### Why do four nitrogens in one nitride crystal carry different charges?

**Question**

I am looking at a density-functional calculation of AlGa₃N₄, an ordered crystal in which one metal atom in four is aluminium and the rest are gallium.

AlGa3N4, 8 atoms in the cell, space group Pm (6), conventional a = 5.139, b = 3.163, c = 5.477 Å, 11.13 Å³ an atom. Loewdin populations of the shells that the datasets hold (zero for a shell they lack, f left out), summed by atom and angular momentum, and Bader charges and volumes, all for fixed atoms. Ansatz 0.2.0, plane-wave PAW, scalar-relativistic; functional r2SCAN; no spin polarisation; cutoff 500 eV; k mesh 6×8×4.

```
row  element  s electrons (e)  p electrons (e)  d electrons (e)  Bader charge (e)  Bader volume (Å³)
  1       Al             0.55             1.28             0.00              2.48               3.89
  2       Ga             0.79             1.41             9.98              1.66               9.09
  3       Ga             0.79             1.42             9.98              1.65               9.14
  4       Ga             0.79             1.41             9.98              1.65               9.21
  5        N             1.41             4.45             0.00             -1.86              14.40
  6        N             1.42             4.51             0.00             -2.06              15.65
  7        N             1.41             4.38             0.00             -1.66              13.29
  8        N             1.41             4.45             0.00             -1.86              14.38
```

A positive Bader charge means that the atom has lost electrons, and the Bader volume is the region of space counted as belonging to it. The three Ga sites look the same, but the four N sites don't. I learned that nitrogen in a nitride is N³⁻, so shouldn't every nitrogen take the same share of what the metals give up? Or does row 6 have the most negative charge simply because it has the largest volume?

**Answer**

Three sizes are worth remembering for this crystal, all on the Bader scale and with each metal's loss divided evenly over its bonds. An Al–N bond passes about 0.6 electrons to nitrogen and a Ga–N bond about 0.4. Exchanging one Ga neighbour for Al therefore makes a nitrogen more negative by about 0.2 electrons. The nitrogens differ because they have different neighbours.

Your first idea, equal shares for all, is tempting because it gets the average right. It has to, since the crystal is neutral and the nitrogens together must hold whatever the metals have lost. Equal shares give −1.86 e at every site, which agrees with rows 5 and 8. Rows 6 and 7 miss that value by 0.2 e in opposite directions, so the electrons aren't drawn from a common pool. The label N³⁻ is a way of counting electrons in filled shells, and it doesn't require equal charge around each nucleus.

To see what distinguishes the sites, count neighbours. The cell edges and the fourfold coordination fit the wurtzite structure, in which every metal atom bonds to four nitrogens and every nitrogen to four metal atoms. Along the short cell edge the Al atom repeats at the next-neighbour distance, so one nitrogen site bridges two Al atoms. Al's other two bonds go to two different nitrogen sites, and the fourth site gets none. The four nitrogens thus have two, one, one and zero Al neighbours.

Now suppose that each metal atom spreads its loss evenly over its four bonds, and that each nitrogen collects what its own four bonds deliver. For a nitrogen with $n$ Al neighbours the charge is

$$q_\mathrm{N} = -\frac{n\,q_\mathrm{Al} + (4-n)\,q_\mathrm{Ga}}{4},$$

where $q_\mathrm{Al}$ and $q_\mathrm{Ga}$ are the computed Bader charges of the metals. Take the nitrogen with two Al neighbours. Al has lost 2.48 electrons, or 0.62 per bond, and Ga has lost 1.65, or 0.41 per bond. Two bonds of each kind deliver 2 × 0.62 + 2 × 0.41 = 2.06 electrons, and row 6 has gained 2.06.

The rule reproduces all four nitrogen charges to about 0.01 e, with the metal charges and the neighbour counts as input; the output below sets it beside the two other explanations. One caution belongs here. The table gives no coordinates, so I matched neighbour counts to rows by the charges themselves, and the order of the rows is no evidence. The evidence is the pattern of one low, two equal and one high value, together with the size of the step, which neutrality doesn't fix.

Your second idea, that a larger volume holds more charge, also gives the right order. Taken literally, with every nitrogen region filled to the same average density of valence electrons, it predicts a spread of 1.1 e between the sites, while the calculation gives 0.4 e. There is also a problem of logic. The Bader method draws one surface around each atom where the electron density is lowest between neighbours, and both charge and volume are then read off inside that surface. The volume is a second result of the same construction, so it can't serve as the cause of the first.

The volumes do raise a fair doubt, though. Perhaps part of each 0.2 e step comes from a surface that lies closer to Al than to Ga, and not from electrons that have really moved. The s, p and d electrons in the table offer a check, because these Loewdin populations assign electrons to atomic orbitals and need no surfaces. They put the nitrogens in the same order, but with a spread of only 0.14 e. The direction of the effect therefore holds in both ways of counting, while its size depends on the method.

The bond rule can be repeated with Loewdin charges, and there it does less well: it overstates the spread by more than a quarter of the computed value. The orbitals also leave about 0.2 electrons per cell assigned to no atom. I can't tell from these data whether those electrons explain the misfit.

Why does Al give up more than Ga? A likely cause is gallium's filled 3d shell, which screens the nucleus poorly. Gallium's outer electrons feel a stronger pull, above all the s electrons, which reach closest to the nucleus. The populations agree with this: Ga keeps 0.24 more s electrons than Al, but only about 0.13 more p electrons. The Al–N bond is therefore the more polar of the two.

Why does the extra charge stay next to the Al atom? The calculation finds an insulator, with a gap of about 2.9 eV (functionals of this kind tend to make gaps too small). In such a solid the filled valence states, leaving aside gallium's 3d shells, can be rewritten as orbitals that each sit mostly on one bond and lean towards nitrogen. Replacing a Ga atom by Al makes the four bonds of that atom lean further and disturbs distant bonds little. This is an argument from theory, not a result of the calculation, but it would explain why a rule that uses nearest neighbours alone works so well here.

A simpler case of the same bookkeeping is methane, with hydrogen replaced by fluorine one atom at a time. Each new C–F bond draws electrons from the carbon, so the carbon's charge reflects how many fluorines it holds. The comparison ends there: a fluorine has a single bond, whereas Al divides its loss among four nitrogens, and the steps in the molecules need not be equal.

For practical work, the lesson is that composition fixes the average nitrogen charge only once the metal charges are known, and that the arrangement of the metals decides how the sites differ. To guess which nitrogen in a similar mixed nitride is the most negative, look for the one with the most neighbours of the metal that holds its electrons least tightly.

The analysis program printed:

```
Bader charges in e, cation rows are input:
  row  Al neighbours  computed  local bonds  even pool  one density
    1              0      2.48         2.48       2.48         2.48
    2              0      1.66         1.66       1.66         1.66
    3              0      1.65         1.65       1.65         1.65
    4              0      1.65         1.65       1.65         1.65
    5              1     -1.86        -1.86      -1.86       -1.846
    6              2     -2.06       -2.067      -1.86        -2.44
    7              0     -1.66       -1.653      -1.86       -1.318
    8              1     -1.86        -1.86      -1.86       -1.836
Loewdin charges in e:
  row  Loewdin charge  Bader charge
    1            1.17          2.48
    2            0.82          1.66
    3            0.81          1.65
    4            0.82          1.65
    5           -0.86         -1.86
    6           -0.93         -2.06
    7           -0.79         -1.66
    8           -0.86         -1.86
Mean Bader charge of Ga, e: 1.653
Charge given per Al-N bond, e: 0.62
Charge given per Ga-N bond, e: 0.4133
Predicted step per Ga neighbour replaced by Al, e: 0.2067
Computed Bader spread over the N sites, e: 0.4
Spread by the one-density rule, e: 1.122
Largest miss of local bonds, e: 0.006667
Largest miss of the even pool, e: 0.2
Largest miss of the one-density rule, e: 0.38
Mean electron density in the N basins, e per cubic angstrom: 0.4754
Extra electrons per extra volume between N sites, e per cubic angstrom: 0.1695
Mean Loewdin charge of Ga, e: 0.8167
Loewdin spread over the N sites, e: 0.14
Loewdin spread predicted by local bonds, e: 0.1767
Bader spread over Loewdin spread: 2.857
Electrons left unassigned by Loewdin, e per cell: 0.18
```
